## The question

A nucleus with a quadrupole moment senses how unevenly the charge around it is arranged. The measure is the electric field gradient, which has three components along perpendicular axes, and these add up to zero. Vzz is the component largest in size, quoted here in 10²¹ V/m². The asymmetry is the difference of the other two divided by Vzz. How much of this can be foretold at the sites O12 and Ti6 from the atomic positions and the other rows?

Ansatz 0.2.0, plane waves, PBE, default PAW datasets, scalar-relativistic; cutoff 420 eV; no spin polarisation, atoms relaxed in a fixed cell. Host BaTiO3, O replaced by Te, charge +0, supercell of 20 atoms, mesh 3x3x3. Vzz: largest principal field gradient. Asymmetry: (Vxx - Vyy)/Vzz.

```tsv
atom	like atoms	distance from the defect (Å)	Vzz (1e21 V/m^2)	asymmetry
Te9	1	0.00	-19.32	0.00
Ti5	2	2.26	-9.96	0.00
O13	8	2.94	2.90	0.14
Ba1	4	2.95	1.87	0.29
O10	2	4.01	-2.90	0.86
O12	1	4.01	?	?
Ti6	2	4.48	?	?
```

## Where the two sites lie

The distances and the numbers of like atoms fit one arrangement: Te atoms on a body-centred lattice in a cubic host with an edge of 4.01 Å. The cell of the run is indeed body-centred with a fourfold axis, and the arrangement accounts for every row once Ti5, O13 and Ba1 are allowed to sit farther from Te than the ideal sites. Along one axis the atoms then run Te, Ti5, O12, Ti5, Te. The Ti5 atoms are displaced away from Te, so O12 has a Ti neighbour only 1.75 Å away on either side. Ti6 lies on a parallel axis, between two O10 atoms.

## Asymmetry: a matter of symmetry

A quarter turn about the axis through O12 leaves its surroundings unchanged. The two directions across the axis are therefore equivalent, their components are equal, and the asymmetry is zero. At Ti6 the quarter turn must be combined with a reflection that swaps up and down. A field gradient doesn't distinguish up from down, so the result is the same.

Distance is a poor guide here. O10 is as far from the defect as O12, yet its asymmetry is 0.86. Across its Ti–O–Ti line, O10 faces Te in one direction and O12 in the other, so nothing makes these directions equivalent. Its three components are about −2.9, +2.7 and +0.2, so even the sign of its Vzz is fragile.

**Forecast for both sites:** asymmetry 0.00 ± 0.02, the margin being for numerical noise.

## Vzz: a contest of contributions

Symmetry fixes neither the size nor the sign of Vzz. Positive ions on the axis make the component along it positive, whereas extra p electrons pointing along it make it negative. Two simple pictures of O12 therefore disagree.

1. Suppose that only the nearer Ti ions matter. The field gradient of a point charge falls with the cube of distance, so the O13 value, taken as typical of the host at the undisplaced Ti–O distance of 2.005 Å, grows to 2.90 × (2.005/1.75)³ ≈ +4.4.
2. Suppose that O12 behaves like Te, which is also squeezed between two Ti atoms and has Vzz = −19.32. A p electron in O produces roughly a third of the field gradient of one in Te (a rough recalled ratio), which gives about −6.4.

The forecast is the midpoint. Its error bar is half the spread enlarged by one half, which is a judgement and not a statistical error.

**Forecast for O12:** Vzz = −1.0 ± 8.1, with the sign open.

For Ti6, the six nearest anions are treated as equal point charges, and the sum is scaled to reproduce Ti5. The contributions nearly cancel, so the answer depends on which way the O13 atoms are displaced. Displacement straight away from Te gives +4.8, and displacement along the axis gives −2.0. The error bar is formed as before.

**Forecast for Ti6:** Vzz = 1.4 ± 5.1, probably smaller in size than at Ti5.

## The computed values

The withheld rows as computed:

```tsv
atom	like atoms	distance from the defect (Å)	Vzz (1e21 V/m^2)	asymmetry
O12	1	4.01	-1.92	0.00
Ti6	2	4.48	-0.41	0.00
```

The asymmetry is zero at both sites, as symmetry requires. This was the sharp forecast, and it needed no knowledge of the bonding.

At O12, Vzz lies close to the midpoint, but an error bar that admits either sign makes this a weak success. The sign, if it holds on a finer mesh, is more instructive: nearer positive ions alone would have made it positive. In this picture the electrons around O12 outweigh them, as at Te. The table doesn't show why. Moving p electrons that point along the axis to Ti would act the other way, whereas moving those that point across it would help to make Vzz negative.

At Ti6, the computed −0.41 lies within the error bar, but the central forecast had the wrong sign. The smaller size was foreseen. Six equal neighbours in a regular octahedron would give no field gradient at all, and Ti6 is much closer to that case than Ti5, which is displaced and has Te on one side. With a small gap and a coarse mesh, the sign of so small a value shouldn't be trusted.

The atoms were first relaxed in a cell that kept its size and shape, and the field gradients belong to the positions reached. A pressure of about 24 GPa remains, so neither Vzz should be read as that of a defect in an unstressed crystal. The zero asymmetries stand as long as the positions keep the symmetry. This relaxation kept it throughout, so it can't show whether the atoms would gain energy by breaking it.

The printed output below lists the estimates and their misses.

## The same defect in a larger cell

Consider a single Te atom far from its images. O12 would still lie on the fourfold axis through Te, so its asymmetry would remain zero if the atoms kept that symmetry. Its Vzz would probably change, because here it has a Te atom on each side, each with a Ti atom displaced towards O12, and then only one side would be like that. Ti6 lies off that axis, and its zero here depends on the neighbouring Te images. In a larger cell, symmetry would allow an asymmetry there.

For any site near a defect, first ask whether a third or a quarter of a turn about an axis through the site, alone or combined with a reflection that swaps up and down, leaves the surroundings unchanged. If there is one such axis, the asymmetry is zero whatever the bonding, while Vzz still needs the electronic calculation. If there are several, as at the centre of a regular octahedron, the whole field gradient vanishes. Then ask whether the symmetry belongs to the defect itself or only to its periodic repetition.

Printed output of the fit:

```
atoms in all rows together: 20
inferred host cube edge (angstrom): 4.01
undisplaced distance Te to nearest Ti (angstrom): 2.005
outward displacement of Ti5 (angstrom): 0.255
inferred distance Ti5 to O12 (angstrom): 1.75
distance Te to Ti6 expected from the arrangement (angstrom): 4.483
O10 smallest component of the field gradient (1e21 V/m^2): 0.203
O10 middle component of the field gradient (1e21 V/m^2): 2.697
O12 Vzz if only the nearer cations count (1e21 V/m^2): 4.361
O12 Vzz if it behaves like squeezed Te (1e21 V/m^2): -6.44
Ti6 Vzz if O13 is displaced away from Te (1e21 V/m^2): 4.76
Ti6 Vzz if O13 is displaced along the axis (1e21 V/m^2): -2.032
forecasts and computed values, filled only in withheld rows:
  row  forecast Vzz  error bar  computed Vzz  computed asymmetry (forecast 0.00 +- 0.02)
  O12        -1.039      8.101         -1.92                                           0
  Ti6         1.364      5.094         -0.41                                           0
O12 Vzz forecast less computed (1e21 V/m^2): 0.8807
Ti6 Vzz forecast less computed (1e21 V/m^2): 1.774
```
